Results and discussion: removal energies along the 22-electron sequence

The series holds the electron number at 22 and raises the nuclear charge Z from 22 to 33, at the spin-unpolarised BLYP level with the Dirac equation. A removal energy is the total energy of the relaxed ion with one electron missing from the named sub-shell minus that of the parent species. In a label such as 3d3/2 the last figure is the total angular momentum j of the orbital, and in the configuration [Ar] stands for the 18-electron argon core. The charge is Z − 22, and the column "leaves first" names the sub-shell with the smallest removal energy. The results of five species were withheld and are predicted from the others.

Electron removal energies of the 22-electron series from Ti to As11+, computed with the radks radial solver and Libxc for spherical Kohn-Sham atoms and ions (BLYP, Dirac equation, spin-unpolarised, finite nucleus). Each value is the difference in total energy when one electron is removed from the named sub-shell with full relaxation.

```
species   Z  charge (e)           configuration  removal energy (3d3/2) (eV)  removal energy (3p1/2) (eV)  removal energy (3p3/2) (eV)  leaves first
     Ti  22           0  [Ar] (3d3/2)2 (4s1/2)2                       9.6511                       45.790                       45.093         4s1/2
     V+  23           1           [Ar] (3d3/2)4                            ?                            ?                            ?             ?
   Cr2+  24           2           [Ar] (3d3/2)4                       30.776                       76.019                       74.934         3d3/2
   Mn3+  25           3           [Ar] (3d3/2)4                            ?                            ?                            ?             ?
   Fe4+  26           4           [Ar] (3d3/2)4                       74.451                       130.57                       128.84         3d3/2
   Co5+  27           5           [Ar] (3d3/2)4                       101.56                       163.13                       161.00         3d3/2
   Ni6+  28           6           [Ar] (3d3/2)4                       132.00                       199.06                       196.44         3d3/2
   Cu7+  29           7           [Ar] (3d3/2)4                       165.69                       238.28                       235.10         3d3/2
   Zn8+  30           8           [Ar] (3d3/2)4                            ?                            ?                            ?             ?
   Ga9+  31           9           [Ar] (3d3/2)4                       242.66                       326.50                       321.94         3d3/2
  Ge10+  32          10           [Ar] (3d3/2)4                            ?                            ?                            ?             ?
  As11+  33          11           [Ar] (3d3/2)4                            ?                            ?                            ?             ?
```

The states behind the rows

Two different electronic arrangements share the table. Ti has two 3d and two 4s electrons, and every other species has four 3d electrons and an empty 4s shell. The step from the Ti 3d value to that of Cr2+ therefore mixes a change of charge with a change of configuration, so Ti is kept out of every fit and used only for comparison. Six known 3d4 ions remain, from Cr2+ to Ga9+.

The state (3d3/2)4 is a filled relativistic sub-shell with no spin moment. It is smooth to follow along Z, but it is not the ground state of the real ions: Cr2+ and Fe4+ are high-spin quintets, because exchange among the 3d electrons outweighs their spin-orbit coupling, and the quintet mixes 3d3/2 with 3d5/2. The runs are unpolarised for parent and ion alike. BLYP also leaves part of an electron's repulsion with itself uncancelled, an error that tends to be larger for compact 3d than for diffuse 4s electrons and is not tested here. The predictions concern what this calculation gives, and a hit says nothing about agreement with measured ionisation energies.

Two limits for the removal energy

At very large Z with fixed electron number the repulsion between electrons becomes a perturbation. Lengths scale as 1/Z, the one-electron energies scale as Z², and the first-order repulsion, being an average of an inverse distance, scales as Z. The removal energy of an n = 3 electron then takes the form

E(Z) = Ry·Z²/9 + e1·Z + e0 + terms falling as 1/Z

with Ry = 13.6057 eV. The constants e1 and e0 drop out of the second derivative, which tends to 2Ry/9 = 3.023 eV per unit Z squared for 3p and 3d alike, apart from a relativistic addition. The hydrogen-like formula puts that addition below a tenth of an eV here for 3p3/2 and 3d3/2, and at three times as much for 3p1/2. A fixed screening constant σ, with E = Ry(Z − σ)²/9, gives exactly this curvature at every Z.

In the opposite limit the net charge is small and an outermost electron is pushed towards the outside of the other 21, where it is screened almost completely and σ moves towards 21. The removal energy cannot follow the steep high-Z parabola down into this region and has to flatten, which requires a curvature above the hydrogenic value that grows towards low charge. The 3d electron, held off the nucleus by its centrifugal barrier, should feel this more than the 3p electron, which penetrates the core.

The known rows bear out both limits. The screening constant read from each row as σ = Z − 3√(E/Ry) falls from 19.49 in Cr2+ to 18.33 in Ga9+ for 3d3/2, and only from 16.96 to 16.41 for 3p3/2. The curvature from successive triples of rows falls at each step, for 3d3/2 from 3.51 eV near Z = 25.7 to 3.20 eV near Z = 29.3, and stays above 3.023 eV by much more than the 0.02 eV that rounding can contribute. The 3p3/2 curvature follows the same course slightly lower. That the drift of σ comes from the electron moving inwards among the others as the charge rises is argued here, whereas the drift itself is in the numbers.

These limits suffice for an estimate without any fitted constant. Zn8+ lies midway between Cu7+ and Ga9+, and a curve of curvature k lies k/2 below the chord at a midpoint one unit from each end. The chord gives (165.69 + 242.66)/2 = 204.175 eV. The curvature at Z = 30 should lie between the hydrogenic 3.023 eV and the last known value, 3.197 eV, so the 3d3/2 removal energy of Zn8+ is bracketed by 204.175 − 1.598 = 202.58 eV and 204.175 − 1.512 = 202.66 eV. This bracket illustrates the argument and is not one of the forecasts listed below.

The gap between 3p and 3d

In the field of a bare nucleus the Dirac levels 3p3/2 and 3d3/2 are degenerate, since they share n and j. Their gap in the table therefore comes from the repulsion between electrons, as BLYP describes it. The Z² term cancels and the leading term is linear in Z. From Cr2+ to Ga9+ the 3d3/2 energy grows by a factor 7.88 and the gap by a factor 1.80 only, from 44.16 to 79.28 eV. The gap is not exactly straight: its local slope falls at each step, from 5.12 to 4.94 eV per unit Z, and a least-squares line through the six ions leaves residuals up to 0.14 eV, well above rounding. A gap that keeps widening means that 3d stays the cheapest electron to remove in all 3d4 ions of the series.

The 3p doublet

The difference Δ between the 3p1/2 and 3p3/2 removal energies is spin-orbit splitting. It goes as the average of (1/r)·dV/dr, where V is the potential felt by the electron; close to the nucleus this is roughly Z/r³, and for a hydrogen-like orbital of effective charge Z − σ' it is

Δ = α²·Ry·(Z − σ')⁴ / [n³·l(l+1)] = K·(Z − σ')⁴, with K = α²Ry/54 = 1.3417 × 10⁻⁵ eV

where α is the fine-structure constant. Because 1/r³ weights the inner lobe of the orbital, σ' must be far smaller than the σ that describes binding, and the rows give σ' = 7.14 in Cr2+ falling to 6.86 in Ga9+. A single σ' of 7.00 misses by up to 0.11 eV, ten times the 0.01 eV rounding of the difference, so the drift is real. A straight line fitted by least squares to the fourth root over the six ions,

(Δ/K)^(1/4) = 19.98 + 1.040·(Z − 27)

reproduces them within 0.008 eV. Screening also explains why the splitting seems to rise faster than Z⁴: the local exponent at Z = 27 is 4 × 1.040 × 27 / 19.98 = 5.6, and a power-law fit in bare Z gives 5.61. Real 3p holes in these ions couple strongly to the open 3d shell and show multiplets, which the spherical ion lacks, and the Breit and QED terms that would modify a fine-structure interval are omitted. Δ is the doublet of a spherical ion, and it includes the relaxation of the other electrons around the hole, so it need not equal the difference of the two orbital eigenvalues.

The fitted model and its error bars

To reach all five rows the higher-order terms were gathered into one term that decays with Z:

E(Z) = Ry·Z²/9 + a·(Z − 27) + b + c/(Z − s)

The constants a, b and c were fitted by linear least squares to the six ions for each trial s, and s was scanned for the smallest residual. With four constants for six points the residuals, at most 0.004 eV for 3d3/2 and 0.007 eV for 3p3/2, are of the size of the rounding and test very little. The constants trade against each other, and neither they nor the pole position carry physical meaning. For V+, which was not fitted, the 3d3/2 constants a = −51.30 eV, b = −1016.06 eV, c = 156.30 eV and s = 16.95 give

13.6057 × 529/9 + (−51.30)(−4) − 1016.06 + 156.30/6.05 = 799.713 + 205.20 − 1016.06 + 25.835 = 14.69 eV

The answer is a small remainder of large terms, and the last term varies fastest exactly here, which marks V+ as the riskiest row. A Moseley line, √E linear in Z with free slope and intercept, fails on the fitted rows by up to 3.9 eV for 3d3/2 and 1.2 eV for 3p3/2 and was not used to predict. A free cubic in Z fits within about 0.02 eV and served as a second opinion, as did a quadratic fourth root for Δ. Each error bar is the largest of three quantities: the miss when a known row is left out and predicted (the end row for extrapolations, the worst interior row for interpolations), the spread between the two flexible models, and the rounding.

Predictions

The fits to the six known ions give, in eV and in the order 3d3/2, 3p3/2, Δ:

V+: 14.69 ± 0.37, 53.65 ± 0.38, 0.840 ± 0.002
Mn3+: 50.80 ± 0.05, 100.10 ± 0.05, 1.377 ± 0.010
Zn8+: 202.59 ± 0.03, 276.95 ± 0.03, 3.821 ± 0.010
Ge10+: 285.86 ± 0.15, 370.04 ± 0.14, 5.395 ± 0.010
As11+: 332.18 ± 0.48, 421.25 ± 0.45, 6.344 ± 0.016

The 3p1/2 energy is predicted as the sum of the last two entries, with the bars added. The qualitative forecasts are these. The 3d3/2 electron leaves first in all five species, which is almost built in because 4s is empty, and is no real test. A miss at V+ more likely lies above the fit, by the flattening argument. The 3d3/2 energy of V+ exceeds that of Ti, and its splitting lies between those of Ti and Cr2+. The interpolated rows, Mn3+ and Zn8+, should hit best.

The withheld rows as computed:

```
species   Z  charge (e)  configuration  removal energy (3d3/2) (eV)  removal energy (3p1/2) (eV)  removal energy (3p3/2) (eV)  leaves first
     V+  23           1  [Ar] (3d3/2)4                       14.879                       54.693                       53.846         3d3/2
   Mn3+  25           3  [Ar] (3d3/2)4                       50.783                       101.46                       100.09         3d3/2
   Zn8+  30           8  [Ar] (3d3/2)4                       202.59                       280.77                       276.94         3d3/2
  Ge10+  32          10  [Ar] (3d3/2)4                       285.89                       375.48                       370.06         3d3/2
  As11+  33          11  [Ar] (3d3/2)4                       332.25                       427.68                       421.31         3d3/2
```

Hits and misses

The 3d3/2 electron leaves first in all five species, as forecast. The misses of the fits, as prediction minus computed value in eV and in the same order, are:

V+: −0.19, −0.20, −0.007
Mn3+: +0.015, +0.009, +0.007
Zn8+: +0.004, +0.011, −0.009
Ge10+: −0.029, −0.017, −0.025
As11+: −0.072, −0.063, −0.026

The 3d3/2 and 3p3/2 energies all lie within about half a bar, and the 3p1/2 sums are inside their bars too, with the largest miss, −0.20 eV, again at V+. The computed 202.59 eV of Zn8+ also lies in the midpoint bracket, near its lower end, though that bracket was an illustration and not a forecast. The splitting broke its fitted bar in three rows of five, by 3.1 bars at V+, 2.5 at Ge10+ and 1.7 at As11+. The forecast that interpolated rows hit best is true of the energies when misses are counted in eV. It fails for the splitting, where V+ missed by no more than Mn3+ or Zn8+ in eV and where Mn3+, at 0.54 % of the computed value, did worse than Ge10+ and As11+. It also fails in relative terms for the 3d3/2 energy of Mn3+, whose 0.03 % exceeds that of those two ions, and for both 3p energies Mn3+ is relatively worse than Ge10+.

V+ is the largest energy miss, 1.3 % of the computed 3d3/2 value, and it lies above the fit as forecast. The revealed rows give the curvature at Cr2+ directly, 14.879 − 2 × 30.776 + 50.783 = 4.11 eV, against 14.687 − 2 × 30.776 + 50.798 = 3.93 eV from the predictions. The curve bends more at low charge than the single decaying term allows. The small positive miss at Mn3+ has the sign that this extra bending requires, since a more curved line sags further below the chord between Cr2+ and Fe4+.

The 3d3/2 and 3p3/2 misses at V+ are nearly equal, so their difference was reproduced well: 38.96 eV from the two fits against 38.97 eV computed, and within about 0.01 eV in the other four rows. No forecast had been stated for the gap. A common shift is what electrostatics suggests if the 3d cloud swells at low charge. Charge that moves outward lowers the repulsive potential throughout the region inside it by a nearly uniform amount, which binds a 3p electron and the inner part of a 3d electron alike. This is argued, and part of the cancellation may simply reflect that the same functional form fails in the same way on two similar curves.

At the high end the fit runs low by amounts that grow from Ge10+ to As11+, with the sign already seen when Ga9+ was left out and predicted. The curvature at Ge10+ is 242.66 − 2 × 285.89 + 332.25 = 3.13 eV, still about 0.1 eV above the hydrogenic limit. A relativistic term growing as Z⁴, absent from the model, would act in this direction and is of the right order, but a higher-order screening tail that decays more slowly than the fitted one would do the same, so the cause is a guess. The energy bars were all set by the spread against the cubic, which did worse than the main fit in every withheld energy. A cubic has a curvature that falls linearly and knows no lower limit, so it undershoots on extrapolation and made the bars at As11+ several times wider than the misses. The misses at Zn8+ and the 3p3/2 miss at Mn3+ are at most about twice the rounding and comparable with the fit residuals, and no cause is assigned to them.

The failure of the splitting bars has a statistical and a physical part. The V+ bar of 0.002 eV was narrower than the 0.01 eV rounding of five of the six fitted splittings, so it rested on a leave-one-out miss and a model spread that were small by luck. The physical part is that all three extrapolations missed low, on both sides, which means the fourth root curves upward. At V+ the computed Δ = 54.693 − 53.846 = 0.847 eV gives (Δ/K)^(1/4) = 15.85 and σ' = 7.15, hardly above Cr2+, where the line implies 23 − 15.82 = 7.18. At As11+ Δ = 6.37 eV gives 26.25 and σ' = 6.75, where the line implies 33 − 26.22 = 6.78. The quadratic form had the right sign in these three rows but recovered only part of the miss.

Two causes would fit this shape and would add; both are argued, not shown. A swollen 3d cloud in V+ screens the 3p orbital less, which halts the rise of σ' towards low charge and agrees in sign with the energy miss. At high Z the next order of the Dirac splitting, of relative size (Zα)², a few per cent in this range, raises Δ at an accelerating rate and appears as a falling σ'. The numbers show the curvature of the fourth root, but they cannot divide it between these causes.

Titanium and the order of removal

Ti lies above the 3d4 curves in every quantity. The 3d3/2 energy drops by 30.776 − 14.879 = 15.90 eV from Cr2+ to V+ but by only 14.879 − 9.651 = 5.23 eV from V+ to Ti, so the forecast that V+ exceeds Ti held with a margin much smaller than a charge step along the 3d4 curve. The Ti splitting of 0.697 eV corresponds to σ' = 6.90, as low as in ions near Z = 30, and the V+ splitting lies between it and the 1.085 eV of Cr2+ as forecast. The likely cause, argued and not tested here, is that two electrons moved from 3d to the diffuse 4s orbital screen the n = 3 shell much less. The fitted curve continued to Z = 22 gives 3.1 eV for 3d3/2 against the computed 9.65 eV, but it is a two-step extrapolation into the region where the fit already ran low, so the difference is only a rough measure of that effect. The Ti state is itself a spherical, unpolarised average over an open sub-shell, while the free atom is a triplet.

That Ti loses 4s first while the ions hold no 4s electron fits the same two limits. Near neutrality the penetrating 4s orbital competes with a heavily screened 3d orbital. As Z rises the hydrogenic difference Ry·Z²(1/9 − 1/16) favours n = 3 ever more strongly, and 3d sinks below 4s for good. The order of removal is settled by total-energy differences and need not copy the order of orbital eigenvalues. By Janak's theorem the removal energy is minus the eigenvalue averaged over the occupation as the electron is withdrawn, and the eigenvalue of a compact orbital such as 3d falls more steeply during the withdrawal than that of a diffuse one such as 4s. Two orbitals with similar eigenvalues in the parent can thus differ widely in removal energy, with the diffuse one leaving first.

For a neighbouring ion of fixed configuration on the high-charge side, the last step plus a curvature slightly above 2Ry/n² gives the next step, which is added to the last removal energy. On the low-charge side the curvature climbs quickly and the step is less safe, and across a change of configuration, as between V+ and Ti, the rule does not apply. Spin polarisation would add an exchange term to the 3d removal energy of the high-spin state. By the scaling argument that term grows roughly linearly with Z and should leave the curvature close to its present value, but these unpolarised runs with one functional give no measure of its size.
